The projected density of states counts how many electron states per eV a crystal offers at a given energy, weighted by how much of each state sits in chosen atomic orbitals. Here the orbitals are the s and p shells of indium in InSb, made orthogonal to those of their neighbours by Loewdin's method. The states come from a density-functional calculation with the PBE functional, without spin-orbit coupling. Energy is measured from the Fermi energy, and each row averages over a window of 0.4 eV, so a value times 0.4 eV is a number of electrons that the In atom can hold there.

Density of states of InSb (F-43m, measured cell, a = 6.478 Å) projected on the Loewdin s and p orbitals of In, calculated with Ansatz 0.2.0 using scalar-relativistic PBE and frozen-core PAW, without spin polarization. The cutoff is 420 eV, the k mesh 9 × 9 × 9 and the Fermi-Dirac smearing 0.05 eV. Tetrahedron method, 0.4 eV windows, energies relative to the Fermi energy.

| energy (eV) | s (states/(eV atom)) | p (states/(eV atom)) |
| --- | --- | --- |
| -11.6 | 0.00 | 0.00 |
| -11.2 | 0.00 | 0.00 |
| -10.8 | 0.02 | 0.00 |
| -10.4 | 0.10 | 0.04 |
| -10.0 | 0.14 | 0.11 |
| -9.6 | 0.18 | 0.23 |
| -9.2 | 0.17 | 0.40 |
| -8.8 | 0.04 | 0.24 |
| -8.4 | 0.00 | 0.00 |
| -8.0 | 0.00 | 0.00 |
| -7.6 | 0.00 | 0.00 |
| -7.2 | 0.00 | 0.00 |
| -6.8 | 0.00 | 0.00 |
| -6.4 | 0.00 | 0.00 |
| -6.0 | 0.20 | 0.01 |
| -5.6 | 0.90 | 0.13 |
| -5.2 | 0.39 | 0.09 |
| -4.8 | 0.20 | 0.05 |
| -4.4 | 0.13 | 0.03 |
| -4.0 | 0.09 | 0.02 |
| -3.6 | 0.06 | 0.02 |
| -3.2 | 0.05 | 0.22 |
| -2.8 | 0.06 | 0.56 |
| -2.4 | 0.06 | 0.61 |
| -2.0 | 0.05 | 0.66 |
| -1.6 | 0.04 | 0.56 |
| -1.2 | 0.02 | 0.44 |
| -0.8 | 0.01 | 0.20 |
| -0.4 | 0.00 | 0.06 |
| 0.0 | 0.00 | 0.01 |
| 0.4 | 0.00 | 0.00 |
| 0.8 | 0.04 | 0.03 |
| 1.2 | 0.16 | 0.14 |
| 1.6 | 0.41 | 0.44 |
| 2.0 | 0.46 | 0.56 |
| 2.4 | 0.19 | 0.34 |

**What has to be explained**

The weight on In comes in three pieces: a deep band, a broad valence region and the conduction states. The odd feature is the order of s and p. The deep band starts with s at its bottom and ends with six times more p than s at -8.8 eV. After an empty stretch the next states, at -6.0 eV, are almost pure s, and from -3.2 eV up to the Fermi energy p takes over.

A picture of atomic levels gives each shell one energy, with s below p. It can't explain why p comes before the main s peak. The answer lies in how the waves on neighbouring atoms add up or cancel.

**First limiting case: all cells in phase**

Each Sb atom has four In neighbours at the corners of a tetrahedron. In the state at the centre of the Brillouin zone, Γ, every In atom carries the same orbital with the same sign. Four equal In s orbitals add up at the Sb site and combine well with the round Sb s orbital. Four parallel In p orbitals point towards the Sb atom from one side and away from it on the other, so their overlaps with Sb s cancel.

The deepest band in the table is mainly Sb 5s, which is well established for InSb; the d states of indium lie lower still, outside the table. At Γ it can therefore take up In s but no In p. The band edges of the same run put its bottom at Γ, at -10.8 eV, and there the table shows a trace of s and no p.

**Second limiting case: alternating planes**

At the zone-boundary point X, the In planes stacked along one cube axis alternate in sign. A Sb atom lies halfway between a plus plane and a minus plane, with two In neighbours in each. The four steps that follow need only signs:

1. In s on the plus side and In s on the minus side cancel against the round Sb s orbital.
2. The same pair of signs fits a Sb p orbital along the axis, which has one positive and one negative lobe.
3. An In p orbital along the axis also changes sign from plane to plane, but it shows its upper lobe to the Sb atom above it and its lower lobe to the one below. The two sign changes undo each other, so In p now adds up on Sb s.
4. Hence X has two separate partnerships: Sb s with In p, and In s with Sb p.

The Sb s level is the deepest of these, so at X the first pair belongs to the deep band and the second pair to the next one. In p lies well above In s and is expected to push the Sb s level down less than In s does at Γ, which puts X at the top of the deep band. The calculated band edges lie near X on both sides of the empty stretch, at -8.8 and -5.9 eV; X itself isn't a point of the k mesh. The character on In should thus flip across it, and the table shows the flip: p is about six times s below, and only a small fraction of s above.

The argument asks for pure p and pure s exactly at X. The small remainders are no surprise, because each row also collects states some way from X, where the cancellation is incomplete.

**Why there is an empty stretch at all**

If In and Sb were the same element, the two partnerships at X would be mirror images with equal energy, and the bands would touch. The separation of 2.9 eV between the two bands is thus a mark of how different the two atoms are. It lies within the occupied states, so it isn't a gap between filled and empty ones.

**The peaks and the uneven rows**

In p falls from 0.40 at -9.2 eV to 0.24 at -8.8 eV although the band is becoming more p-like. The band ends in the middle of that last window, so only about half of it contains states. The row at -6.0 eV is low for the same reason: the next band begins inside its window. The full s peak of 0.90 appears one row higher.

Such a peak is typical of a band that runs nearly flat along the zone boundary, where many states share almost the same energy. Towards Γ the band climbs more steeply and its states are spread more thinly. From -5.2 to -4.0 eV s and p fall together, which fits this reading; the p values there are too small, at two decimals, to show how the ratio of the two changes. A growing share of Sb in these states could add to the fall, and the In columns alone can't tell the two apart.

The jump of p at -3.2 eV, from 0.02 to 0.22, has a plain origin: the third valence band begins at -3.25 eV. It and the fourth band are built mainly from bonding combinations of p orbitals on both atoms. Near the Fermi energy p fades again because the top of these bands occupies only a small region around Γ.

Above the Fermi energy come the antibonding partners, in which s and p on In appear in similar amounts. The drop in the last row isn't the end of these states, since the lowest conduction band reaches 3.2 eV. The second conduction band already begins at 1.49 eV, so the two bands overlap here. Their mean energies, 1.8 and 3.3 eV, allow a dip between their main weights, but the table ends too early to show whether the weight rises again.

**Counting the electrons on indium**

The deep band shows how a count is made. Its six s values, 0.02, 0.10, 0.14, 0.18, 0.17 and 0.04, add up to 0.65; times 0.4 eV this gives 0.26 electrons. The p column gives 0.41 in the same way. Indium is thus assigned about a third of the two electrons in a band that is mainly Sb 5s. Part of this share, the p count above all, is expected to come from the projection itself: the In p orbitals are wide, and Loewdin's method hands them some of the tail of the Sb s orbital. Where in the band p appears follows from symmetry; how much of it there is depends on the orbitals chosen.

Over all occupied rows In holds about 1.2 s and 1.9 p electrons. Two limiting pictures can be held against this. A bare In³⁺ ion would have none of either, and an In⁺ ion with an inert pair would have two s electrons and no p. A free In atom has two s and one p, so In in the crystal has nearly one s electron less and nearly one p electron more, as expected for covalent bonding to four neighbours.

The sum, close to three, shouldn't be read as proof that In is neutral. Loewdin's method divides the shared electrons between atoms by a convention that depends on the orbitals chosen. The separate s and p counts depend on it too. That In holds more p than s, the reverse of the free atom, is expected to be the sturdier message.

**What the region around zero hides**

The nearly empty rows around the Fermi energy look like a band gap, but this calculation has none. At Γ an s-like state lies 0.19 eV below the p-like top of the valence bands, whereas in real InSb it lies above and forms the bottom of the conduction band. PBE is known to place this state too low. The table doesn't reveal the error because the bands concerned are steep and hold very few states, and the window is too wide to resolve them.

Spin-orbit coupling would also split the valence top, by an expected several tenths of an eV, so the shape of the last few occupied rows is provisional. It wouldn't restore the gap, because it raises the upper part of the split level and so leaves the s-like state even further below. The order of s and p across the deeper bands rests on symmetry and on energy differences of several eV, and is much less exposed to either fault.

**What remains to be tested**

The sign argument makes a statement about the other atom, which these columns don't contain. Projected on Sb, the top of the deep band should be nearly pure s and the bottom of the next band nearly pure p, the reverse of what In shows. If Sb kept a large p share at -8.8 eV, the account given here would need revision.
